**Question**

I'm looking at these results for rocksalt magnesium sulfide, pulled or pressed along one direction while the other two cell lengths relax. The cell vector a lies along the cubic [110] direction and c along [001]; the unstrained gap in the same calculation is 2.726 eV.

Rocksalt MgS (cubic lattice constant 5.182 Å) under strain, in a four-atom cell with a along cubic [110] and c along [001]; atoms are relaxed, and changes are relative to the unstrained cell. Ansatz 0.2.0, scalar-relativistic PBEsol with PAW, no spin polarisation, 420 eV plane-wave cutoff, 6×6×6 k mesh, Gaussian smearing of 0.02 eV; band gaps are taken on the k mesh.

| strain kind | strain (%) | cell freedom | energy change (meV/atom) | volume change (%) | a change (%) | c change (%) | band gap (eV) |
| --- | --- | --- | --- | --- | --- | --- | --- |
| uniaxial a | -6 | lengths b and c free, angles held | 29.8 | -3.46 | -6.00 | 1.02 | 2.264 |
| uniaxial a | -4 | lengths b and c free, angles held | 12.7 | -2.28 | -4.00 | 0.72 | 2.501 |
| uniaxial a | -2 | lengths b and c free, angles held | 3.1 | -1.14 | -2.00 | 0.38 | 2.623 |
| uniaxial a | 2 | lengths b and c free, angles held | 2.7 | 1.14 | 2.00 | -0.46 | 2.514 |
| uniaxial a | 4 | lengths b and c free, angles held | 10.5 | 2.29 | 4.00 | -0.92 | 2.283 |
| uniaxial a | 6 | lengths b and c free, angles held | 22.8 | 3.46 | 6.00 | -1.40 | 2.050 |
| uniaxial c | -6 | lengths a and b free, angles held | 33.8 | -3.17 | 1.49 | -6.00 | 2.474 |
| uniaxial c | -4 | lengths a and b free, angles held | 13.7 | -2.17 | 0.95 | -4.00 | 2.545 |
| uniaxial c | -2 | lengths a and b free, angles held | 3.1 | -1.10 | 0.46 | -2.00 | 2.630 |
| uniaxial c | 2 | lengths a and b free, angles held | 2.8 | 1.21 | -0.39 | 2.00 | 2.601 |
| uniaxial c | 4 | lengths a and b free, angles held | 10.1 | 2.43 | -0.76 | 4.00 | 2.497 |
| uniaxial c | 6 | lengths a and b free, angles held | 21.0 | 3.70 | -1.09 | 6.00 | 2.416 |

1. Is it harder to squeeze the crystal or to stretch it?
2. Why is the difference larger along c than along a?
3. Could I have estimated the energies at 6 % from the small strains?
4. Why does the gap shrink whichever way I strain the crystal?
5. How much of that comes from the conduction band?
6. The program calls most of these gaps direct. Would a smaller cell change that?
7. Which digits can I trust?

**Answer**

Some sizes are worth keeping in mind. A strain of 2 % costs about 3 meV per atom, takes a stress of 2 to 3 GPa and lowers the gap by 0.1 to 0.2 eV. Energy and gap follow different laws: the energy starts out quadratic in the strain, while the gap change is closer to linear.

**1. Squeeze or stretch**

Squeezing costs more at every size of strain in the table, in both directions. At 6 % along c it takes 33.8 meV per atom, against 21.0 for the stretch. The cause is the usual shape of a bond's energy curve: when ions are pushed together their electron shells overlap and the repulsion rises steeply, whereas the attraction that resists pulling them apart weakens with distance.

**2. Why c is more lopsided**

The c direction runs along Mg–S bonds, and the a direction runs midway between them. Strain along c therefore changes two of the six bonds around each ion by the full amount. Strain of 6 % along a changes four bonds by only 2 to 3 % and takes up the rest by bending their right angles by about 4°.

At 6 %, the energy ratio of squeeze to stretch is 1.61 along c but 1.31 along a. The geometry makes this plausible: the more a single bond is shortened, the more it feels the steep part of the repulsion, while bending opens some angles and closes others for either sign. At small strain the contrast fades, and the two directions are almost equally stiff.

**3. An estimate from the small strains**

Treat the crystal as a spring. The energy per atom is then $E=\tfrac{1}{2}Y\varepsilon^2V$, where $Y$ is the stiffness with the sides free, $\varepsilon$ the strain as a fraction and $V$ the volume per atom. Along c, the stresses at −2 and +2 % are 3.001 and −2.443 GPa (positive in compression), so

$$Y=\frac{3.001+2.443}{0.04}\approx 136\ \text{GPa}.$$

With $V=17.39$ Å³ and 1 eV/Å³ = 160.2 GPa, a strain of 6 % costs

$$E=\frac{0.5\times136\times0.06^2\times17.39}{160.2}\ \text{eV}\approx 27\ \text{meV per atom}.$$

The rows at 6 % played no part in this estimate, and their average along c is 27.4 meV. The spring fails for each sign taken alone: its value is about a fifth too low for the squeeze and a quarter too high for the stretch. The next term of the energy goes as $\varepsilon^3$; it changes sign with the strain and drops out of the average. A spring therefore gives the typical cost but never the difference asked about in question 1.

**4. Why both signs narrow the gap**

In a cubic crystal several electron states share the same energy because the three axes are equivalent. By the standard picture of rocksalt MgS, this holds at both edges of the gap. The top of the valence band consists of three sulfur 3p states, and the bottom of the conduction band of three valleys, one along each cubic axis. Strain along [001] makes one axis unlike the other two and splits such a group, so that some members rise and others fall relative to their average. Strain along [110] does this as well and also shears the square plane, which makes a unlike b and separates all three 3p states.

The gap is measured from the highest filled state to the lowest empty one. Whatever the sign of the strain, splitting pushes some valence state up and some conduction valley down, and both shifts narrow the gap. The change of volume acts differently: to first order its effect reverses when a stretch becomes a squeeze, so it can make the two signs unequal but cannot explain why both narrow the gap. For one of the signs it even widens the gap, and there the splitting outweighs it.

An electron in a cubic box shows the same behaviour. Its second level consists of three states, each with one extra node along a different side. Make one side longer or shorter than the others, and the lowest of the three always falls below their average. The analogy ends there: in the box the state along a longer side falls, whereas in MgS it is the valley along a shorter axis, as the next answer shows.

The numbers bear the mark of such a splitting. Averaging the narrowing over the two signs removes the first-order effect of volume. If the gap had a smooth maximum at zero strain, this average would grow about ninefold from 2 to 6 %; a split level gives about threefold growth and a kink at zero. The calculated factors are 3.6 along a and 2.5 along c, much closer to the kink. The test is cleaner along c: along a the lowest valley changes between −2 and −4 %, and the squeeze alone grows 4.5-fold (answer 5). The band edges of the runs show which side does the work. Averaged over ±2 %, the valence top rises by about 118 meV of the 157.5 meV narrowing along a, but by only about 45 of the 110.5 meV along c. The shear splits the valence top strongly, which is why the averaged narrowing at 2 % is larger along a. The printed output below lists these averages and the geometry of each strained cell.

**5. The share of the conduction band**

The stretches along c allow a separate look. There the valleys along the two shortened axes become the lowest, and the valley along c is left higher. The smallest direct gap should belong to that higher valley, and the band edges support this: the conduction level it points to runs on smoothly through zero strain, at 9.275, 9.205 and 9.130 eV for −2, 0 and +2 %. The separation then grows by 61 to 64 meV for each per cent of stretch.

At +6 % the separation is 368 meV. Two valleys fall while one rises, so the lower pair lies one third of this, about 123 meV, below the average of the three. That is some 40 % of the total narrowing of 310 meV. The remainder is the joint effect of the split valence band and the larger volume, which can move both edges of the gap.

The rule that the valley along a shorter axis falls also fits the squeezes along c and the stretches along a. It fits the squeeze of 2 % along a as well, but fails at 4 and 6 %. There the minimum is at the zone centre, where this cell places the valley along the lengthened c axis (see answer 6). The band edges place the effect in that valley: along a its level bends downward through zero strain, falling by 116, 172 and 219 meV in the steps from −4 to +2 %, while along c its steps are nearly even. A likely reason is the bending of the right angles, which can mix two conduction bands and push the lower one down for either sign; the mixing itself was not checked. A rule learned from strain along the bonds should therefore not be carried over to large strain between them.

**6. Direct or indirect**

A smaller cell would leave the energies and the true gap unchanged, but it would change the label. The four-atom cell is twice as large as the primitive one, so its zone of wave vectors is half as large and bands are folded into it. The valley along c then lands at the zone centre, right above the valence top, and the gap looks direct.

In the two-atom primitive cell of the unstrained crystal that valley lies at the zone boundary, and the gap is indirect. The difference matters for light: folding alone gives a perfect crystal no strong absorption at the gap energy. The strained crystals have two-atom primitive cells too, so a gap to the folded valley stays indirect in them. Only a true zone-centre state dropping below that valley could make the gap direct, and the smooth run of the conduction level gives no sign of that. A calculation in the primitive cell, or unfolded bands, would confirm it.

**7. Which digits to trust**

For energies, the two directions can safely be compared at large strain but not at small. They differ by 4.0 meV per atom at −6 %, but by at most 0.1 at ±2 %. The leftover stress in the unstrained cell alone can shift an energy at 2 % by about 0.06 meV, so the order of the directions there has no meaning.

For gaps, the sign of the change and its rough size are the useful part; the second decimal of a change is already uncertain. PBEsol places the absolute gap well below the real one, and an error common to all rows largely cancels when strained and unstrained crystals are compared. The cancellation need not be complete, because the functional may also misjudge how fast the levels move with strain. Some further limits apply to every row. The PAW datasets were made for PBE, not PBEsol, and gaps read on the k mesh can miss a band edge that lies between its points. The crystal is treated at zero temperature without zero-point motion, and each relaxation keeps the symmetry it started with, so a strained cell that could gain energy by distorting further would not show it. The calculations also leave out spin–orbit coupling, which splits the sulfur 3p states a little even without strain. The states that remain together at the valence top still split in proportion to the strain, so the valence kink of answer 4 survives, but with different slopes at the smallest strains. The third decimal of a gap describes this calculation, not the material.

Numerical output:

```
Strained cells:
         row  strain_%  axial_stress_GPa  b_change_%  in_plane_bond_change_%  in_plane_bond_angle_deg  gap_narrowing_meV  direct_minus_smallest_gap_meV
  uniaxial a        -6             9.475       1.665                  -2.092                    94.49                462                              0
  uniaxial a        -4             5.975       1.064                  -1.435                    92.94                225                              0
  uniaxial a        -2              2.84      0.4957                 -0.7443                    91.44                103                             32
  uniaxial a         2            -2.494     -0.3849                  0.8146                    88.64                212                              0
  uniaxial a         4            -4.742      -0.731                   1.662                    87.33                443                              0
  uniaxial a         6            -6.738       -1.01                   2.555                    86.08                676                              0
  uniaxial c        -6             11.42        1.49                    1.49                       90                252                              0
  uniaxial c        -4              6.77        0.95                    0.95                       90                181                              0
  uniaxial c        -2             3.001        0.46                    0.46                       90                 96                              0
  uniaxial c         2            -2.443       -0.39                   -0.39                       90                125                            127
  uniaxial c         4            -4.338       -0.76                   -0.76                       90                229                            251
  uniaxial c         6            -5.801       -1.09                   -1.09                       90                310                            368
Energy at -6 % over energy at +6 %, along c (ratio): 1.61
Energy at -6 % over energy at +6 %, along a (ratio): 1.307
Stiffness along c from the stresses at 2 % (GPa): 136.1
Stiffness along a from the stresses at 2 % (GPa): 133.3
Harmonic estimate of the energy at 6 % along c (meV/atom): 26.59
Computed mean energy at -6 and +6 % along c (meV/atom): 27.4
Harmonic estimate of the energy at 6 % along a (meV/atom): 26.05
Computed mean energy at -6 and +6 % along a (meV/atom): 26.3
Energy that 0.028 GPa of leftover stress makes at 2 % strain (meV/atom): 0.06078
Volume change per strain, mean of the rows at 2 %, both directions (ratio): 0.5737
Sign-averaged gap narrowing along a at 2 % (meV): 157.5
Sign-averaged gap narrowing along a at 6 % (meV): 569
Growth of it from 2 to 6 % along a (linear 3, quadratic 9): 3.613
Sign-averaged gap narrowing along c at 2 % (meV): 110.5
Sign-averaged gap narrowing along c at 6 % (meV): 281
Growth of it from 2 to 6 % along c (linear 3, quadratic 9): 2.543
Valley splitting per % of c strain at +2, +4, +6 % (meV per %): 63.5, 62.75, 61.33
Side valleys below the valley mean at +6 % along c (meV): 122.7
Share of that in the gap narrowing at +6 % along c (%): 39.57
```
